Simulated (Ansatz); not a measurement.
# How methods differ on [AlH4]− (SMILES [AlH4-])

[AlH4]− has 5 atoms, charge -1, and is taken as a singlet. As SMILES, `[AlH4-]`. Geometry: a GFN2-xTB relaxation, a rough one for these elements and not checked as a minimum.

```xyz
5

Al    0.0000    0.0001   -0.0011
H     1.4435   -0.5043    0.5564
H    -1.1830   -0.6045    0.9391
H    -0.2038   -0.5171   -1.5307
H    -0.0567    1.6259    0.0362
```

Each level gives the energy change with the Al1–H2 bond stretched from 1.628 to 3.255 Å (eV). The values are calculated.

| level | kind | program | value (eV) | CPU time (all runs) |
| --- | --- | --- | --- | --- |
| HF/6-31G (restricted) | Hartree–Fock | Ansatz | 2.72 | 0.32 s |
| revPBE/6-31G (restricted) | GGA | Ansatz | 2.25 | 2 s |
| BHLYP/6-31G (restricted) | global hybrid | Ansatz | 2.66 | 2 s |
| PBE0/6-31G (restricted) | global hybrid | Ansatz | 2.52 | 2 s |
| wB97X/6-31G (restricted) | range-separated hybrid | Ansatz | 2.68 | 9 s |
| B2PLYP/6-31G (restricted) | double hybrid | Ansatz | 2.49 | 2.9 s |
| RPA@PBE/6-31G (restricted) | RPA | Ansatz | 2.08 | 2.8 s |
| BCCD(T)/6-31G (restricted) | coupled cluster or CI | Ansatz | 2.23 | 0.54 s |
| FCI/3-21G | exact in the basis | Ansatz | 2.33 | 23 s |

Sets without diffuse functions describe the anion poorly. The first shape isn't each level's own minimum. The values span 2.08 to 2.72 eV. All rows use very small basis sets, so none should be taken for the real molecule's value. Times are those of the runs behind each value, whatever else they computed, on shared processors of several kinds: orders of magnitude only.

Doubling one Al–H distance costs energy at every level, as expected for a strong, polar bond between electropositive aluminium and hydridic hydrogen. In the heterolytic picture, the stretch weakens donation from a closed-shell hydride into the vacant, largely 3p acceptor orbital of AlH3. Hartree–Fock gives the highest cost, 2.72 eV, against 2.23 eV with BCCD(T) in the same basis, probably because a single restricted determinant misses the correlation that the bonding pair gains as σ and σ* approach each other.

Among revPBE, PBE0 and BHLYP, the cost rises with the share of exact exchange. B2PLYP breaks that order, lying below PBE0 despite its larger share. revPBE comes closest to BCCD(T), but agreement for one displacement doesn't establish general accuracy. RPA falls below the coupled-cluster value, while the FCI result can't rank the other methods directly because its basis differs. The stretched endpoint is not a separated limit, so these values are neither hydride affinities nor homolytic bond energies.
